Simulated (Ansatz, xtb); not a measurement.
## Two isomers of C5H10B2

We compare X, `B/C=C(\C)C(B)=C`, a singlet, with Y, `BC#C[C@H](C)CB`, a singlet. Both are isolated molecules in the gas phase, relaxed with r2SCAN-D4/def2-SVP; the shapes shown needn't be the lowest conformers.

X (Å):

```xyz
17

C    -1.9308   -1.1657    1.1049
C    -0.9681   -1.0129    0.1368
C     0.4831   -0.8194    0.4640
C    -1.3451   -1.0835   -1.2987
C    -0.3929   -1.1704   -2.2705
B    -1.7328   -1.1721    2.6266
B    -2.8038   -0.9324   -1.8168
H    -0.6603   -0.9679    3.1472
H    -2.6788   -1.3877    3.3494
H    -2.9479   -1.3144    0.7204
H     0.6460   -0.7296    1.5433
H     0.8802    0.0802   -0.0352
H     1.0809   -1.6713    0.0965
H    -3.6949   -0.4835   -1.1400
H    -3.0337   -1.2156   -2.9688
H     0.6835   -1.1458   -2.0648
H    -0.6825   -1.2628   -3.3217
```

Y (Å):

```tsv
atom	x (Å)	y (Å)	z (Å)
C	-2.3413	-0.0219	-2.2646
C	-1.5881	-0.5895	-1.4735
C	-0.6804	-1.2372	-0.5352
C	-1.2720	-1.3048	0.8813
C	0.7082	-0.5633	-0.5725
B	-3.2609	0.6644	-3.2291
B	1.4878	-0.5848	-1.9217
H	-2.8194	1.1998	-4.2184
H	-4.4517	0.6903	-3.0247
H	-0.5593	-2.2735	-0.9111
H	-0.5911	-1.8529	1.5512
H	-1.4111	-0.2909	1.2882
H	-2.2488	-1.8102	0.8837
H	0.6453	0.4630	-0.1642
H	1.3900	-1.0813	0.1397
H	2.4864	0.0855	-2.0467
H	1.1535	-1.3112	-2.8297
```

Quicker runs give these differences E(Y) − E(X): GFN2-xTB −0.023 eV; HF/STO-3G −0.386 eV (at GFN2-xTB geometries); r2SCAN-D4/def2-SVP//GFN2-xTB +0.434 eV.

Estimate which is lower in electronic energy at CCSD(T)/def2-SVP + ΔMP2/def2-TZVPP, and by roughly how much.

The CCSD(T)/def2-SVP + ΔMP2/def2-TZVPP calculation puts structure X lower, by 0.468 eV.

How the difference moves with the method:

```csv
level,geometry,E(Y) − E(X) (eV),departure from the last row (eV),"job, with rough time for the two"
GFN2-xTB,GFN2-xTB,−0.023,−0.491,"optimisation, 0.31 s"
HF/STO-3G,GFN2-xTB,−0.386,−0.854,"single point, 0.42 s"
r2SCAN-D4/def2-SVP//GFN2-xTB,GFN2-xTB,+0.434,−0.034,"single point, 3.8 s"
r2SCAN-D4/def2-SVP,r2SCAN-D4/def2-SVP,+0.510,+0.042,"optimisation, 83 s"
HF/def2-SVP,r2SCAN-D4/def2-SVP,+0.346,−0.122,part of the CCSD(T) run
MP2/def2-SVP,r2SCAN-D4/def2-SVP,+0.309,−0.159,part of the CCSD(T) run
CCSD(T)/def2-SVP,r2SCAN-D4/def2-SVP,+0.430,−0.037,single point
CCSD(T)/def2-SVP + ΔMP2/def2-TZVPP,r2SCAN-D4/def2-SVP,+0.468,,"single point, 79 s"
```

As drawn, Y has 1 C≡C, 1 C–C in place of 2 C=C.

GFN2-xTB, HF/STO-3G put the two in the other order. The largest departure from CCSD(T)/def2-SVP + ΔMP2/def2-TZVPP is that of HF/STO-3G, 0.854 eV. The last row adds to CCSD(T) the change of the MP2 difference between the two basis sets, here +0.037 eV.

With thermal terms from frequencies at re-optimised GFN2-xTB minima (ideal gas, soft modes damped towards free rotors, one conformer each, 298.15 K, 1 atm): the zero-point term adds −0.006 eV; ΔH is +0.477 and ΔG +0.428 eV.

The correlated steps freeze 7 core orbitals. Mirror images aren't counted in ΔG. Programs: Ansatz 0.2.0, xtb 6.7.1; the last row on 4 threads of Arm Neoverse V1 on a shared host.

X is the more stable isomer because it trades the alkyne's second π bond and a C–C single bond for two C=C bonds, a favourable exchange in hydrocarbons generally. Boron probably adds to the preference: both BH2 groups in X sit on a near-planar diene and can accept π density into their empty p orbitals, whereas in Y only the alkynyl-bound boron has a π neighbour, the other relying on hyperconjugation.

Hartree–Fock already favours X in the larger basis, so correlation isn't what decides the order, and the reversal with STO-3G points mainly to the inflexible minimal basis. MP2 shifts the balance slightly towards Y, while CCSD(T) shifts it towards X, which suggests that MP2 overstates the correlation energy of the compact triple bond. Entropy modestly favours Y, as expected for a less conjugated, floppier chain, but far too little to overturn the order. This ordering doesn't imply that either monomer would persist in bulk, since free BH2 groups readily dimerise through hydrogen bridges or hydroborate unsaturated carbon.
